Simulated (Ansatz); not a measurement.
Clean, relaxed (111) surface of Yb, space group Fm-3m (No. 225) (top face towards +c; held atoms: 1):

```
CELL_PARAMETERS angstrom
3.69363 0.00000 0.00000
-1.84681 3.19878 0.00000
0.00000 0.00000 23.03167
ATOMIC_POSITIONS crystal
Yb 0.66667 0.33333 0.36906
Yb 0.33333 0.66667 0.49590
Yb 0.00000 0.00000 0.62280
```

The calculation used Ansatz, DFT PBE, scalar-relativistic, plane waves, PAW. Cutoff 420 eV; k points 9×9×1 on the computed 3-atom cell (Γ-centred); Gaussian smearing, width 0.10 eV; no spin polarisation. A dipole correction removes the field between periodic images along c.

H (atom) is adsorbed on the top face, one adsorbate per 11.8 Å², and relaxed from 3 starting sites (fractions of a and b). The adsorption energy is E(slab + adsorbate) − E(slab) − E(free adsorbate, spin-polarised where open-shell). Heights count from the highest slab atom after relaxation. Δp counts per cell along +c. Bonded neighbours lie within 1.25 times the sum of covalent radii. With the adsorbate the cell is lengthened along c to keep the vacuum.

```json
{"start": "top (Yb) at (0.00, 0.00)", "ends at": "(0.00, 0.00), 1 bonded neighbour", "E_ads (eV)": "-1.40", "height (Å)": "1.99", "shortest contact": "H–Yb 1.99 Å", "Δp (e·Å)": "-0.257"}
{"start": "hollow (Yb-Yb-Yb) at (0.33, 0.67)", "ends at": "(0.33, 0.67), 3 bonded neighbours", "E_ads (eV)": "-2.84", "height (Å)": "0.91", "shortest contact": "H–Yb 2.32 Å", "Δp (e·Å)": "-0.007"}
{"start": "bridge (Yb-Yb) at (0.50, 0.00)", "ends at": "(0.67, 0.34), 3 bonded neighbours", "E_ads (eV)": "-2.83", "height (Å)": "0.95", "shortest contact": "H–Yb 2.33 Å", "Δp (e·Å)": "-0.022"}
```

The lowest ends lie within 0.01 eV of each other.

Each end is the local minimum or symmetric point that its start leads to. On a slab this thin, differences under about 0.1 eV aren't settled.

The adsorbed runs have no spin polarisation, so weakly bound open-shell ends lie too high.

Spin-orbit coupling is left out, which matters for the bands of heavy elements. Without a Hubbard U the f levels lie too near the Fermi level, so gaps, band edges and the localisation of f electrons are unreliable.

Half the bond energy of H2 is 2.27 eV at this level, so against ½ H2 the lowest end of the 3 starts lies at -2.84 + 2.27 = -0.57 eV: splitting H2 onto such sites is downhill at this coverage (electronic energies alone, barriers aside).

Hydrogen clearly prefers threefold hollows to the top site on Yb(111). The two hollows, one above a second-layer atom and the other above a third-layer atom, are effectively degenerate, so binding is governed mainly by the three surface neighbours rather than by the stacking beneath them. Electropositive, essentially divalent Yb donates 6s-derived charge, with some 5d admixture, into the H 1s level. The resulting hydride-like species gains more from several Yb neighbours than from one, even though the single contact on top is shorter, at 1.99 Å against 2.32 Å in the hollow.

The dipoles fit this picture: the negative Δp on top is what electron-rich hydrogen held well outside the surface should give. The near-zero value in the hollow doesn't imply neutral hydrogen, since the atom sits much lower and metallic screening can offset its charge. Exothermic dissociative adsorption agrees with ytterbium's known tendency to form a hydride, but whether hydrogen would rather stay on the surface or move beneath it remains open, as no subsurface site was tested.
